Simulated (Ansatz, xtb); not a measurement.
## AlH3N2: which of two structures lies lower

Structure I is a singlet given by its coordinates and structure II is a singlet given by its coordinates. Both are isolated molecules in the gas phase, relaxed with r2SCAN-D4/def2-TZVP.

I (Å):

```xyz
6

Al   -0.3410   -0.2783    1.6470
N    -1.6064    0.7733    1.3574
N     0.7606   -1.6440    1.5422
H    -1.8271    1.6320    1.8433
H     1.6241   -1.6472    1.0223
H     0.6781   -2.4912    2.0821
```

Close contacts (Å): Al1–N2 1.67, Al1–N3 1.76, N2–H4 1.01, N3–H5 1.01, N3–H6 1.01.

II (Å):

```yaml
atoms:
  - { symbol: Al, position_ang: [0.6700, -0.7837, 1.7301] }
  - { symbol: N, position_ang: [-2.4181, -0.0216, 1.1237] }
  - { symbol: N, position_ang: [-1.3747, -0.2793, 1.3287] }
  - { symbol: H, position_ang: [1.1373, 0.7206, 1.9384] }
  - { symbol: H, position_ang: [0.3375, -1.6783, 3.0004] }
  - { symbol: H, position_ang: [0.9099, -1.4856, 0.3251] }
```

Close contacts (Å): Al1–N3 2.14, N2–N3 1.09, Al1–H4 1.59, Al1–H5 1.59, Al1–H6 1.59.

Energies in hartree; the thermal terms are from r2SCAN-D4/def2-TZVP harmonic frequencies (ideal gas, rigid rotor, one conformer each, 298.15 K, 1 atm) and include the zero-point energy:

```
                                I           II
E, CCSD(T)/def2-TZVPP  −353.135652  −353.146576
    zero-point energy     0.037258     0.027069
         H(298 K) − E     0.043560     0.033368
         G(298 K) − E     0.010847     0.001015
```

Problem. Work out ΔE, ΔE₀, ΔH and ΔG for I → II in kJ/mol (1 Eh = 2625.50 kJ/mol) and the equilibrium ratio [II]/[I].

Solution. 1. ΔE = −353.146576 − (−353.135652) = −0.010924 Eh = −28.68 kJ/mol.
2. ΔE₀ = ΔE + ΔZPE = −0.010924 + (−0.010189) Eh = −55.43 kJ/mol.
3. ΔH = ΔE + (−0.010192) Eh = −55.44 kJ/mol.
4. ΔG = ΔE + (−0.009832) Eh = −54.49 kJ/mol, so ΔS = (ΔH − ΔG)/T = −3.2 J/(mol K).
5. kT = 0.9442 mEh, so K = [II]/[I] = exp(−ΔG/kT) = exp(+21.98) ≈ 3.5 × 10^9.

Structure II is favoured at this temperature. An error of 4 kJ/mol in ΔG would change K by a factor of 5. r2SCAN-D4/def2-TZVP found them nearly level. GFN2-xTB gave ΔE the other sign. Large T1 diagnostics make the coupled-cluster value less sure. Mirror images and further conformers aren't counted.

Other levels gave ΔE = +67.1 (GFN2-xTB); −219.0 (HF/STO-3G, GFN2-xTB geometries); −32.4 (r2SCAN-D4/def2-SVP, GFN2-xTB geometries); −1.7 (r2SCAN-D4/def2-TZVP); −99.2 (HF/def2-TZVPP); −7.3 (MP2/def2-TZVPP) kJ/mol. The correlated steps freeze 7 core orbitals. Programs: Ansatz 0.2.0, xtb 6.7.1.

Structure II is an alane–dinitrogen adduct, AlH3·N2, while I is the imido–amido isomer HN=Al–NH2. The electronic balance sets the very strong N≡N triple bond and three Al–H bonds of II against the N–H and short, polar Al–N bonds of I. In II the N–N distance of 1.09 Å is essentially that of free dinitrogen, and the long Al–N contact fits weak donation from a poor σ-donor into the empty acceptor orbital on aluminium.

Zero-point energy contributes nearly as much to the preference as the electronic term, because I has three stiff N–H oscillators where II has softer Al–H ones and a loosely held ligand. Even the near-degenerate r2SCAN-D4/def2-TZVP electronic energies would therefore leave II favoured in free energy. Entropy matters little, as both isomers are single molecules.

The ratio describes isomer equilibrium only, and II might readily lose N2, a step favoured by entropy whose free energy isn't computed here.
